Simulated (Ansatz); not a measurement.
**Strength of the Ga–C bond: C3H8ClGa → C2H5ClGa + CH3**

Species: C3H8ClGa `C[CH2][Ga]([CH3])[Cl]`, singlet; C2H5ClGa `C[CH2][Ga][Cl]`, doublet; CH3 (methyl radical) `[CH3]`, doublet. 

Shapes, held fixed at every level: PBE0-D4/def2-TZVP. Flexible molecules stand in one conformer, not always the lowest. Programs: Ansatz 0.2.0. Electronic energies: no zero-point or thermal term.

Question: Estimate ΔE of this reaction.

Answer: The highest level, CCSD(T)/def2-TZVPP, gives ΔE = +328.6 kJ/mol; the levels span +225.1 to +372.5. The column of differences is taken from that level and isn't an error. Hartree–Fock misses the correlation of the pair that is broken and comes out low. No measured value is set beside it here. Open shells run unrestricted. Relativity is left out for Ga. Outer-core shells of Ga are correlated in most correlated rows, in sets that cover them unevenly.

```
               level                   kind  ΔE (kJ/mol)  less CCSD(T)/def2-TZVPP
      MP2/def2-TZVPP    perturbation theory       +344.5                    +15.9
         HF/def2-SVP           Hartree–Fock       +225.1                   -103.5
    SPW92/def2-TZVPP                    LDA       +372.5                    +43.9
r2SCAN-D4/def2-TZVPP               meta-GGA       +300.5                    -28.1
  PBE0-D4/def2-TZVPP          global hybrid       +317.4                    -11.2
    CCSD(T)/def2-SVP  coupled cluster or CI       +317.9                    -10.7
  CCSD(T)/def2-TZVPP  coupled cluster or CI       +328.6                      0.0
```

Homolysis of the Ga–CH3 bond is strongly endothermic at every level, as expected for a fairly strong, polar covalent σ bond. Breaking it turns Ga(III) into a Ga(II) radical whose unpaired electron occupies an orbital with substantial 4s character, while methyl gains little stabilisation from delocalisation. Electron correlation supplies a large part of the bond strength: in the same def2-SVP basis, the energy rises from +225.1 kJ/mol with Hartree–Fock to +317.9 with CCSD(T). The further rise to +328.6 in def2-TZVPP suggests that the coupled-cluster value is not yet converged with basis size, so the small deviation of PBE0-D4 should not be read as its true accuracy. LDA gives the strongest bond, in line with its familiar overbinding, probably because it favours the more compact density of the intact molecule over the separated radicals. The calculation supports a robust Ga–methyl bond, but does not show whether this is the weakest link, since loss of ethyl, which gives a more stabilised radical, was not computed.
